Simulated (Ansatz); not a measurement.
# ZnCu: energy above lowest point and pressure against volume scale

All results are calculated (Ansatz 0.2.0). Free energy against uniform scaling of the volume at fixed shape and fractions; periodic cell, basis, potentials, k mesh and filling as listed.

The cell before it is scaled or strained (space group Cmmm, No. 65):
```
ZnCu
1.0
      1.4880    -2.1213     0.0000
      1.4880     2.1213     0.0000
      0.0000     0.0000     4.1407
Zn Cu
1 1
Direct
  0.50000 0.50000 0.50000
  0.00000 0.00000 0.00000
```

Settings of every row: functional r2SCAN; dispersion none; potentials PAW; wave cutoff 653.07 eV; density cutoff 2612.3 eV; k mesh 12x12x7; k shift 0x0x0; occupations cold; smearing width 0.1 eV; spin none.

Limits: coarse k mesh, up to 40 meV an atom off; the cell comes from a prototype or a list of computed structures and needn't be the stable phase.

| row | volume scale | V (Å³/atom) | energy above lowest point (meV/atom) | pressure (GPa) |
| --- | --- | --- | --- | --- |
| 1 | 0.92 | 12.024 | 7.5 | 5.61 |
| 2 | 0.9467 | 12.373 | 0 | 1.37 |
| 3 | 0.9733 | 12.721 | 1 | -2.22 |
| 4 | 1 | 13.07 | 9.2 | -5.25 |
| 5 | 1.0267 | 13.419 | 23.5 | -7.82 |
| 6 | 1.0533 | 13.767 | ? | ? |
| 7 | 1.08 | 14.116 | 66.7 | -11.81 |

Question: what energy above lowest point and pressure should row 6 give?

Worked fit of energy above lowest point. Take u = (V_r/V)^(2/3) − 1 with V_r = 12.896 Å³ an atom, which is twice the finite (Eulerian) strain; such expansions in the strain, on which the Birch-Murnaghan equation of state is built, carry the rest volume and the bulk modulus. The shown rows have u = 0.04778, 0.02798, 0.00915, -0.0089, -0.02615, -0.05848. Least squares give energy above lowest point = 4.28 − 457.6 × u + 10734 × u² + 5288 × u³ meV/atom; a parabola predicts inner rows, each left out in turn, worse (root mean square 0.25 against 0.0052 meV/atom). All shown rows lie on it to the printed digit. Its lowest point lies at u = 0.0210, or V = 12.5 Å³ an atom, and the curvature there gives the bulk modulus at fixed shape and fractions, B = (4/9)(1 + u)² E″(u)/V = 131 GPa. Letting shape and atoms relax would as a rule lower it, by much in layered, chain or molecular crystals. The withheld row has u = -0.04264, so the fit gives 4.28 − 457.6 × (-0.04264) + 10734 × (-0.04264)² + 5288 × (-0.04264)³ = 42.9 meV/atom.

The calculation gave 43 meV/atom. The fit lies 0.1 meV/atom (0.15 % of the column's range) below it, one unit of the last digit.

Worked fit of pressure. Take u = (V_r/V)^(2/3) − 1 with V_r = 12.896 Å³ an atom, which is twice the finite (Eulerian) strain; such expansions in the strain, on which the Birch-Murnaghan equation of state is built, carry the rest volume and the bulk modulus. The shown rows have u = 0.04778, 0.02798, 0.00915, -0.0089, -0.02615, -0.05848. Least squares give pressure = −3.801 + 168.17 × u + 572.1 × u² + 653 × u³ GPa; a parabola predicts inner rows, each left out in turn, worse (root mean square 0.032 against 0.0073 GPa). The rows lie off it by 0.00, 0.00, -0.01, 0.00, 0.00, 0.00. The pressure vanishes at u = 0.0211, or V = 12.5 Å³ an atom, and there the bulk modulus at fixed shape and fractions is B = −V dP/dV = (2/3)(1 + u) dP/du = 131 GPa. Letting shape and atoms relax would as a rule lower it, by much in layered, chain or molecular crystals. The withheld row has u = -0.04264, so the fit gives −3.801 + 168.17 × (-0.04264) + 572.1 × (-0.04264)² + 653 × (-0.04264)³ = -9.98 GPa.

The calculation gave -9.98 GPa. The fit meets it to the printed digit.
